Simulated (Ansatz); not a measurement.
# A series in volume scale on Ni3Pt

Results calculated with Ansatz 0.2.0, not measured. Free energy against uniform scaling of the volume at fixed shape and fractions; periodic cell, basis, potentials, k mesh and filling as listed.

The cell before it is scaled or strained (space group Pm-3m, No. 221):
```
cell vectors (Å)
   3.6246     0.0000     0.0000
   0.0000     3.6246     0.0000
   0.0000     0.0000     3.6246
atoms (fractions of the cell vectors)
Ni  0.50000  0.00000  0.50000
Ni  0.00000  0.50000  0.50000
Ni  0.50000  0.50000  0.00000
Pt  0.00000  0.00000  0.00000
```

Settings of every row: functional r2SCAN; dispersion none; potentials PAW; wave cutoff 650 eV; density cutoff 2600 eV; k mesh 6x6x6; k shift 0x0x0; occupations fermi dirac; smearing width 0.15 eV; spin collinear.

Limits: coarse k mesh, up to 40 meV an atom off; state may not be the lowest; no spin-orbit coupling, which can matter with elements this heavy; the cell comes from a prototype or a list of computed structures and needn't be the stable phase.

```csv
row,volume scale,V (Å³/atom),energy above lowest point (meV/atom),pressure (GPa)
1,0.92,10.952,63.7,23.11
2,0.9467,11.27,26.9,14.21
3,0.9733,11.587,6.5,6.61
4,1,11.905,0,0.13
5,1.0267,12.223,5.4,-5.38
6,1.0533,12.539,?,?
7,1.08,12.857,44.8,-14.05
```

Question: what energy above lowest point and pressure should row 6 give?

Worked fit of energy above lowest point. Take u = (V_r/V)^(2/3) − 1 with V_r = 11.746 Å³ an atom, which is twice the finite (Eulerian) strain; such expansions in the strain, on which the Birch-Murnaghan equation of state is built, carry the rest volume and the bulk modulus. The shown rows have u = 0.04777, 0.02796, 0.00913, -0.00892, -0.02619, -0.05847. Least squares give energy above lowest point = 1.65 + 355.6 × u + 19279 × u² + 9855 × u³ meV/atom; a parabola predicts inner rows, each left out in turn, worse (root mean square 0.47 against 0.031 meV/atom). All shown rows lie on it to the printed digit. The withheld row has u = -0.04262, so the fit gives 1.65 + 355.6 × (-0.04262) + 19279 × (-0.04262)² + 9855 × (-0.04262)³ = 20.8 meV/atom.

The calculation gave 20.8 meV/atom. The fit meets it to the printed digit.

Worked fit of pressure. Take u = (V_r/V)^(2/3) − 1 with V_r = 11.746 Å³ an atom, which is twice the finite (Eulerian) strain; such expansions in the strain, on which the Birch-Murnaghan equation of state is built, carry the rest volume and the bulk modulus. The shown rows have u = 0.04777, 0.02796, 0.00913, -0.00892, -0.02619, -0.05847. Least squares give pressure = 3.247 + 358.88 × u + 1141.9 × u² + 1078 × u³ GPa; a parabola predicts inner rows, each left out in turn, worse (root mean square 0.054 against 0.021 GPa). The rows lie off it by 0.00, 0.01, -0.01, -0.01, 0.01, 0.00. The withheld row has u = -0.04262, so the fit gives 3.247 + 358.88 × (-0.04262) + 1141.9 × (-0.04262)² + 1078 × (-0.04262)³ = -10.06 GPa.

The calculation gave -10.07 GPa. The fit lies 0.01 GPa (0.027 % of the column's range) above it, one unit of the last digit.
